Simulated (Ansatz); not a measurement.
LaRe: the change of energy above given cell and pressure with volume ratio

Results calculated with Ansatz 0.2.0, not measured. Plane-wave density functional theory, PAW datasets, Gaussian smearing 0.05 eV: equation of state, the given cell scaled in volume with shape and atoms relaxed at each volume.

The cell before it is scaled or strained (space group Pm-3m, No. 221):
```
CELL_PARAMETERS angstrom
3.52150 0.00000 0.00000
0.00000 3.52150 0.00000
0.00000 0.00000 3.52150
ATOMIC_POSITIONS crystal
La 0.00000 0.00000 0.00000
Re 0.50000 0.50000 0.50000
```

Settings of every row: paw set soft_2; functional PBEsol; spin treatment none; moment partition spheres; spin axis none; wave cutoff 420 eV; k mesh 8x8x8; symmetry use detected.

Atom hubbard u: 0 on all atoms.

Limits: no spin-orbit coupling, which can matter with elements this heavy; the cell comes from a prototype or a list of computed structures and needn't be the stable phase.

| row | volume ratio | V (Å³/atom) | energy above given cell (meV per atom) | pressure (GPa) |
| --- | --- | --- | --- | --- |
| 1 | 0.96 | 20.961 | 11.1 | 4.473 |
| 2 | 0.98 | 21.397 | ? | ? |
| 3 | 1 | 21.834 | 0 | -0.139 |
| 4 | 1.02 | 22.271 | 3.18 | -2.077 |
| 5 | 1.04 | 22.708 | 11.27 | -3.811 |

Question: what energy above given cell and pressure should row 2 give?

Worked fit of energy above given cell. Take u = (V_r/V)^(2/3) − 1 with V_r = 22.053 Å³ an atom, which is twice the finite (Eulerian) strain; such expansions in the strain, on which the Birch-Murnaghan equation of state is built, carry the rest volume and the bulk modulus. The shown rows have u = 0.03444, 0.00668, -0.00654, -0.01932. Least squares give energy above given cell = 0.925 − 237.42 × u + 15468.1 × u² meV per atom; a straight line predicts inner rows, each left out in turn, worse (root mean square 6.8 against 0.082 meV per atom). The rows lie off it by 0.00, -0.03, 0.04, -0.02. Its lowest point lies at u = 0.0077, or V = 21.8 Å³ an atom, and the curvature there gives the bulk modulus with shape and atoms relaxed, B = (4/9)(1 + u)² E″(u)/V = 103 GPa. The withheld row has u = 0.02034, so the fit gives 0.925 − 237.42 × (0.02034) + 15468.1 × (0.02034)² = 2.50 meV per atom.

The calculation gave 2.43 meV per atom. The fit lies 0.07 meV per atom (2.9 % of the value, 0.62 % of the column's range) above it; its largest miss of a shown row is 0.04 meV per atom.

Worked fit of pressure. Take u = (V_r/V)^(2/3) − 1 with V_r = 22.053 Å³ an atom, which is twice the finite (Eulerian) strain; such expansions in the strain, on which the Birch-Murnaghan equation of state is built, carry the rest volume and the bulk modulus. The shown rows have u = 0.03444, 0.00668, -0.00654, -0.01932. Least squares give pressure = −1.139 + 147.099 × u + 459.81 × u² GPa; a straight line predicts inner rows, each left out in turn, worse (root mean square 0.2 against 0.0088 GPa). The rows lie off it by 0.001, -0.003, 0.004, -0.002. The pressure vanishes at u = 0.0076, or V = 21.81 Å³ an atom, and there the bulk modulus with shape and atoms relaxed is B = −V dP/dV = (2/3)(1 + u) dP/du = 103 GPa. The withheld row has u = 0.02034, so the fit gives −1.139 + 147.099 × (0.02034) + 459.81 × (0.02034)² = 2.043 GPa.

The calculation gave 2.041 GPa. The fit lies 0.002 GPa (0.024 % of the column's range) above it; its largest miss of a shown row is 0.004 GPa.
